## The row out of step

The trifluoromethyl imine, C₆H₈F₃N, looks wrong. Its highest occupied orbital (HOMO) is deeper than that of the methylfluorotriazine, C₄H₄FN₃, yet electrons at its easiest surface site are bound less tightly, by 0.6 eV. At every other step down the table, a higher HOMO goes with a lower minimum of the local ionisation energy. In this table the minimum lies roughly 1 eV above the HOMO depth where one lone pair, or two of equal energy, seem to rule the site, and about 2 eV above it where levels of different energy seem to share it.

PySCF 2.14.0 single-point Kohn–Sham DFT calculations with the B3LYP functional for eight fluorine-containing systems, all neutral singlets. The surface potential and local ionisation energy are taken on the 0.001 a.u. electron-density surface, and the Hirshfeld charge is that of the first fluorine atom listed in each system.

```tsv
system	basis	geometry level	formula	homo (eV)	surface potential max (V)	surface potential min (V)	local ionisation min (eV)	Hirshfeld charge of the first heaviest atom (e)
FB(F)F	def2-tzvp	GFN2-xTB	BF3	-11.878	2.186	-0.348	14.183	-0.14
F.N#N	def2-tzvp	GFN2-xTB	FHN2	-10.646	0.989	-1.329	11.630	-0.26
CC(C)F	def2-svp	GFN2-xTB	C3H7F	-8.748	0.648	-1.110	10.870	-0.13
N#C/C(C=N)=C/F	def2-tzvp	GFN2-xTB	C4H3FN2	-7.985	1.563	-1.671	8.807	-0.06
C/C(=C/C=N)CC(F)(F)F	6-311g(d,p)	GFN2-xTB	C6H8F3N	-7.098	1.148	-1.653	8.060	-0.09
Cc1nncnc1F	def2-svp	GFN2-xTB	C4H4FN3	-6.737	1.002	-1.565	8.669	-0.06
F.c1cc[nH]c1	def2-svpd	not relaxed	C4H6FN	-6.628	2.268	-1.603	8.580	-0.27
FC1CNC1	def2-svp	GFN2-xTB	C3H6FN	-6.291	1.183	-1.383	7.710	-0.12
```

## Two measures of binding

The column "homo" gives the orbital energy $\varepsilon_{\rm HOMO}$, and $D=-\varepsilon_{\rm HOMO}$ is its depth. The column "local ionisation min" gives the lowest value on the molecular surface of

$$\bar I(\mathbf r)=\sum_i s_i(\mathbf r)\,|\varepsilon_i| ,$$

where $s_i$ is the share of occupied orbital $i$ in the electron density at the point $\mathbf r$. The shares add up to one, so

$$\bar I(\mathbf r)-D=\sum_i s_i(\mathbf r)\,\bigl(|\varepsilon_i|-D\bigr).$$

Every term on the right is zero or positive. The excess over $D$ therefore measures how much density at the site comes from deeper orbitals, and how deep they are.

## Why the HOMO rises

The rise of 5.6 eV is not a fluorine trend, because the easiest site changes from molecule to molecule. It lies on fluorine in BF₃ and in the HF–N₂ complex, and over a C–H bond in 2-fluoropropane. It then moves to nitrogen in the two imines and the triazine, to a ring carbon in the pyrrole–HF complex, and to the amine nitrogen in fluoroazetidine.

Standard bonding arguments account for the broad order. Fluorine's high nuclear charge holds its lone pairs tightly, and nitrogen holds its own less so. An imine lone pair has more s character than an amine lone pair, which keeps it closer to the nucleus and deeper. Of the two imines, the first has a nitrile group directly on its double bond, which draws electrons strongly. In the second, a CH₂ group separates the CF₃ group from the double bond. This should make the first imine's levels deeper, and its HOMO does lie 0.9 eV lower. The surface potential gives this explanation little support, however: at the imine nitrogen it is only 0.05 V less negative in the first imine than in the second. In 2-fluoropropane, which has neither nitrogen nor π bonds, the highest levels are mixed largely from σ bonds, whose electrons are held more tightly than nitrogen lone pairs.

The highest π level of free pyrrole is spread over its four carbon atoms and is out of phase between the two double bonds, which pushes it up. One would therefore expect it above the amine's lone pair. In the complex, however, the positive end of HF points at the ring and draws electrons from it, which should lower the ring's levels. This may be why the row lies below fluoroazetidine; the different basis sets may add to it.

The surroundings also matter. Fluorine carries −0.14 e in BF₃, where it donates towards boron's empty orbital, and −0.26 e in the HF–N₂ complex. The potential near fluorine is about 1 V more negative in the complex, and the HOMO is 1.2 eV higher. This fits an electrostatic lift of the lone pairs, though the complex has too short a contact, which exaggerates its polarisation.

## Why the imine and the triazine change places

The imine nitrogen has one lone pair with no similar neighbour. At its surface the HOMO should supply much of the density, so the average stays close to $D$.

In the triazine, two nitrogen atoms sit side by side. Their lone pairs combine into an out-of-phase level, pushed up, and an in-phase level, pushed down. The upper one should be the HOMO, but both have density at both atoms, so the average takes back much of the push. What remains is the pull of a ring with three nitrogen atoms and a fluorine, which should hold a lone pair more tightly than the imine does.

The orbital shares were not printed, but the surface values fit this picture: the two neighbours are almost equally easy sites. The third ring nitrogen lies 1.0 eV above the lower of them, as expected if the HOMO sits mainly on the pair, though the fluorine on the next carbon may also deepen its lone pair.

The same reasoning covers the other large excesses. BF₃ has many fluorine lone-pair combinations, 2-fluoropropane has a set of mixed σ bonds, and pyrrole has more than one occupied π level. In the HF–N₂ complex, by contrast, the two sideways lone pairs of fluorine have the same energy, so sharing between them costs nothing.

## An estimate in numbers

The fitted model adds one constant to $D$ for single sites and a larger one for shared sites, using all eight rows. For the imine it gives $7.10+1.05=8.15$ eV, against a computed 8.06 eV. For the triazine it gives $6.74+1.05+1.03=8.82$ eV, against 8.67 eV. The order is thus reversed as it should be, although both rows helped to set the constants.

The typical miss is 0.2 eV, against 0.55 eV with a single constant for all rows; the printed analysis follows this text. The classes were assigned with the values in view, so the agreement supports the mixing picture but does not prove it. The worst case is fluoroazetidine, whose minimum is predicted 0.4 eV too low. Perhaps its lone pair mixes with the ring's σ bonds and belongs between the classes. It is also the only single site computed with the small def2-SVP basis, so part of the miss may be a basis effect.

## How far the order can be trusted

The triazine and the pyrrole complex differ by only 0.11 eV in HOMO energy. They were computed with different basis sets, and the complex was not relaxed, so their order is unsafe. The trifluoromethyl imine and the triazine also have different basis sets, and part of their 0.36 eV gap in HOMO energy may come from that. The difference in their excess over the HOMO depth, about 1 eV, is probably the safer result, because a shift common to all levels cancels in it. A small basis can also change the orbital shares in the thin outer density, however, and that part does not cancel. The B3LYP depths are also well below true ionisation energies and serve only for comparison.

## What it means for BF₃

BF₃ is a boron source for ion implantation. It holds its own electrons most tightly of these systems, yet the potential above boron reaches 2.19 V. It is therefore hard to oxidise but ready to accept a lone pair, for instance from water, which is one reason to keep its gas lines dry.

The analysis program printed:

```
fit of excess on 8 rows: constant 1.562 +/- 0.21; rms 0.55, worst FB(F)F -0.743, leave-one-out rms 0.628
fit of excess on 8 rows: constant 1.047 +/- 0.11, coefficient of shared 1.031 +/- 0.16; rms 0.191, worst FC1CNC1 -0.372, leave-one-out rms 0.254
Local ionisation minimum and its excess over the HOMO depth (eV):
                   row  HOMO depth  surface minimum  excess  shared site  two-class model
                FB(F)F       11.88            14.18   2.305            1            13.96
                 F.N#N       10.65            11.63   0.984            0            11.69
                CC(C)F       8.748            10.87   2.122            1            10.83
        N#C/C(C=N)=C/F       7.985            8.807   0.822            0            9.032
  C/C(=C/C=N)CC(F)(F)F       7.098             8.06   0.962            0            8.145
            Cc1nncnc1F       6.737            8.669   1.932            1            8.815
          F.c1cc[nH]c1       6.628             8.58   1.952            1            8.706
               FC1CNC1       6.291             7.71   1.419            0            7.338
Rise of the HOMO over the whole table (eV): 5.587
Fall of the lowest local ionisation energy over the whole table (eV): 6.473
Correlation of excess with HOMO depth: 0.1859
HOMO rise from trifluoromethyl imine to triazine (eV): 0.361
Rise of local ionisation minimum from that imine to triazine (eV): 0.609
The same rise in the two-class model (eV): 0.67
Triazine, nitrogen without nitrogen neighbour less lowest site (eV): 1.021
HF-N2 complex, N2 end less HF fluorine (eV): 2.516
HOMO of HF-N2 complex less HOMO of BF3 (eV): 1.232
Potential minimum at fluorine, BF3 less HF-N2 complex (V): 0.981
HOMO of trifluoromethyl imine less HOMO of nitrile imine (eV): 0.887
Potential minimum at imine nitrogen, nitrile imine less trifluoromethyl imine (V): 0.048
Potential minimum, azetidine less trifluoromethyl imine (V): 0.27
Local ionisation minimum, azetidine less trifluoromethyl imine (eV): -0.35
```
